**Question.** The adsorption equation for a grain boundary in a substitutional alloy, $d(\gamma A)=-[S]_N dT-[N_2]_N dM_{21}+\tau_{ij}A\,de_{ij}$ with $M_{21}=\mu_2-\mu_1$, assumes zero normal stress. Boundaries in Cu films carry one. What changes, and does it matter for Ag at a Cu $\Sigma5(310)$ boundary?

**Answer.** Take a slab containing the boundary, with a conserved number $N$ of sites, area $A$, thickness $L$, $V=AL$, lateral strains $e_{ii}=\ln L_i$ ($i=1,2$), normal stress $\sigma$ (tension positive) and no shear traction. Component 2 is Ag. The assumption enters in the work done on the slab faces:

$$dU=T\,dS+M_{21}dN_2+\sigma A\,dL+\sigma_{ij}V\,de_{ij}.$$

Keep that term and use $A\,dL=dV-V\delta_{ij}de_{ij}$. For $\Phi=U-TS-M_{21}N_2-\sigma V$,

$$d\Phi=-S\,dT-N_2\,dM_{21}-V\,d\sigma+(\sigma_{ij}-\sigma\delta_{ij})V\,de_{ij}.$$

A region of pure grain (superscript $g$) obeys the same equation. With $[X]_N=X-(N/N^g)X^g$ and $\gamma A=[\Phi]_N$,

$$d(\gamma A)=-[S]_NdT-[N_2]_NdM_{21}-[V]_Nd\sigma+\tau_{ij}A\,de_{ij},\qquad \tau_{ij}A=[\sigma_{ij}V]_N-\sigma\delta_{ij}[V]_N .$$

The relation $\partial(\tau_{ij}A)/\partial M_{21}=-\partial[N_2]_N/\partial e_{ij}$ survives at fixed $\sigma$. At fixed $T$ and $e_{ij}$ the new first-order results are

$$\Delta\gamma=-\sigma\frac{[V]_N}{A}\ \ (\text{fixed }M_{21}),\qquad \left(\frac{\partial[N_2]_N}{\partial\sigma}\right)_{M_{21}}=\left(\frac{\partial[V]_N}{\partial M_{21}}\right)_{\sigma}.$$

**Segregation.** For dilute but strong segregation $[N_2]_N\propto e^{M_{21}/k_BT}$ and $[V]_N=[V]_0+v_s[N_2]_N$, where $v_s$ is the volume one segregated Ag adds. The Maxwell relation gives $\delta\ln[N_2]_N=v_s\sigma/k_BT$ at fixed $M_{21}$. The same argument for the grain fraction $c$ gives $\delta\ln c=v_b\sigma/k_BT$, with $v_b$ the volume per dissolved Ag. At fixed $c$, therefore, $\delta\ln[N_2]_N=-(v_b-v_s)\sigma/k_BT$. Assuming $0\le v_s\le v_b$ (an oversized atom in an open site), the two shifts have opposite signs and both are bounded in size by $v_b\sigma/k_BT$.

$v_b$ is the laterally clamped volume. With misfit strain $\eta c\,\delta_{kl}$ and total strain $\tfrac12(u_kn_l+u_ln_k)$, zero traction requires $Q\mathbf u=(C_{11}+2C_{12})\eta c\,\mathbf n$, $Q_{ik}=C_{ijkl}n_jn_l$. The dilatation is $\mathbf n\cdot\mathbf u$, so for site volume $\Omega$

$$v_b=\eta\Omega\,\frac{C_{11}+2C_{12}}{C_n},\qquad \frac1{C_n}=\mathbf n\cdot Q^{-1}\mathbf n .$$

**Numbers.** The room-temperature Cu constants compiled by Blaschke ($C_{11},C_{12},C_{44}=168.3,121.2,75.7$ GPa) give $C_n=176$ GPa for $\mathbf n\parallel[310]$ and $C_{11}+2C_{12}=410.7$ GPa. Typical lattice parameters, 3.615 Å (Cu) and 4.086 Å (Ag), give $\Omega=11.81$ Å$^3$ and, by Vegard's rule, $\eta=0.13$, so $v_b=3.6$ Å$^3$.

For $\sigma$, take an [001] Cu film on Si with the tilt axis along the film normal, cooled elastically from a stress-free 800 K to 600 K. Expansion coefficients of $16.5\times10^{-6}$/K (Cu at 293 K, Kaye and Laby Online) and approximately $2.6\times10^{-6}$/K (Si) give an in-plane strain of $2.8\times10^{-3}$. The biaxial modulus $C_{11}+C_{12}-2C_{12}^2/C_{11}=115$ GPa gives $\sigma=0.32$ GPa.

Assume $[N_2]_N/A=1$ nm$^{-2}$, $v_s=v_b$, and a typical clean-boundary $[V]_0/A\approx0.30$ Å. Ag adds 0.036 Å, so $[V]_N/A=0.34$ Å and the model gives

- $\Delta\gamma=-11$ mJ/m², about 1 % of a typical $\gamma\approx0.9$ J/m²;
- $|\delta\ln[N_2]_N|\le0.14$ at 600 K.

The second-order term, $-\tfrac12\sigma^2\,\partial([V]_N/A)/\partial\sigma$, is about 2 % of the first if a 5 Å core is twice as compliant as the grain and the extra Ag uptake is included. The film also strains the boundary plane, by $2.8\times10^{-3}$ along $[1\bar30]$ and by $-2C_{12}/C_{11}$ times that, $-4.0\times10^{-3}$, along [001]. For $\tau\sim1$ J/m² these contribute 3 and 4 mJ/m² in magnitude through the $\tau$ term and must be added separately.

The correction is minor for $\gamma$, but it is as large as the whole lowering by Ag at this coverage, $\int([N_2]_N/A)\,dM_{21}=k_BT[N_2]_N/A=8.3$ mJ/m². A comparison of $\gamma$ between differently stressed samples cannot drop it. Real Cu films relax by plastic flow and creep at 600 K, typically to nearer 0.1 GPa, so the model's stress-driven shifts are upper estimates by roughly a factor of three.